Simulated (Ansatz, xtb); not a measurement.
# Two isomers of FH4PSi

Structure a: `FP[SiH3]`, a singlet. Structure b: `F[SiH2]P`, a singlet. Both are isolated molecules in the gas phase, relaxed with BLYP-D3(BJ)/def2-SVP; the shapes shown needn't be the lowest conformers.

a (Å):

```xyz
7

F    -0.9021   -0.3519    0.6804
P    -2.4646   -0.6449    0.1824
Si   -2.2752   -2.9439    0.0200
H    -2.2664   -0.4905   -1.2478
H    -2.1907   -3.5063    1.4059
H    -1.0556   -3.3463   -0.7532
H    -3.5137   -3.4587   -0.6569
```

b (Å):

```xyz
7

F    -0.1104   -1.7133    0.6747
P    -2.6640   -3.5302   -0.0281
Si   -1.6910   -1.4850    0.2835
H    -1.7302   -0.5959   -0.9227
H    -2.3774   -0.8172    1.4364
H    -2.2429   -3.6193   -1.4033
H    -3.9129   -2.8936   -0.3742
```

Quicker runs give these differences E(b) − E(a): GFN2-xTB −14.5 kcal/mol; HF/STO-3G −16.4 kcal/mol (at GFN2-xTB geometries); r2SCAN-D4/def2-SVP −32.9 kcal/mol (at GFN2-xTB geometries).

Problem. Estimate E(b) − E(a) at the level CCSD(T)/def2-TZVP.

Solution. Calculated at CCSD(T)/def2-TZVP: E(b) − E(a) = −34.3 kcal/mol, so structure b lies lower.

The same difference at several levels:

```tsv
level	geometry	E(b) − E(a) (kcal/mol)	departure from the last row (kcal/mol)	job, with rough time for the two
GFN2-xTB	GFN2-xTB	−14.5	+19.8	optimisation, 0.15 s
HF/STO-3G	GFN2-xTB	−16.4	+17.9	single point, 0.22 s
r2SCAN-D4/def2-SVP	GFN2-xTB	−32.9	+1.3	single point, 1.8 s
BLYP-D3(BJ)/def2-SVP	BLYP-D3(BJ)/def2-SVP	−31.1	+3.2	optimisation, 13 s
HF/def2-TZVP	BLYP-D3(BJ)/def2-SVP	−34.0	+0.2	part of the CCSD(T) run
MP2/def2-TZVP	BLYP-D3(BJ)/def2-SVP	−36.0	−1.8	part of the CCSD(T) run
CCSD(T)/def2-TZVP	BLYP-D3(BJ)/def2-SVP	−34.3		single point, 15 s
```

As drawn, b has 1 F–Si, 1 P–H in place of 1 F–P, 1 Si–H.

The levels shown agree on the order. The largest departure from CCSD(T)/def2-TZVP is that of GFN2-xTB, 19.8 kcal/mol.

With harmonic frequencies from BLYP-D3(BJ)/def2-SVP (ideal gas, rigid rotor, one conformer each, 298.15 K, 1 atm): on the last row, ΔE + ΔZPE = −33.7, ΔH = −33.8, ΔG = −33.7 kcal/mol.

The correlated steps freeze 11 core orbitals. Codes used: Ansatz 0.2.0, xtb 6.7.1; the last row on 1 thread of Intel(R) Xeon(R) 6975P-C (Granite Rapids) on a shared host.

Moving fluorine from phosphorus to silicon, with hydrogen going the other way, favours the fluorosilyl phosphine b by 34.3 kcal/mol. The main reason is the strength of the Si–F bond: silicon is more electropositive than phosphorus, so the bond is more ionic, and it avoids the repulsion between the lone pairs on fluorine and phosphorus in P–F. Si–H and P–H bonds are similar in strength, so the hydrogen's move costs little.

Both isomers have the same number of electron pairs and single bonds, which probably lets most of the correlation energy cancel and leaves HF/def2-TZVP close to CCSD(T). The much smaller preference from HF/STO-3G probably reflects a minimal basis too rigid for polar bonds to fluorine, since r2SCAN-D4 at the same geometries gives −32.9 kcal/mol. Vibrational and thermal terms barely change the balance, so the preference is essentially electronic. It says nothing about the barrier to rearrangement, and a could still persist kinetically.
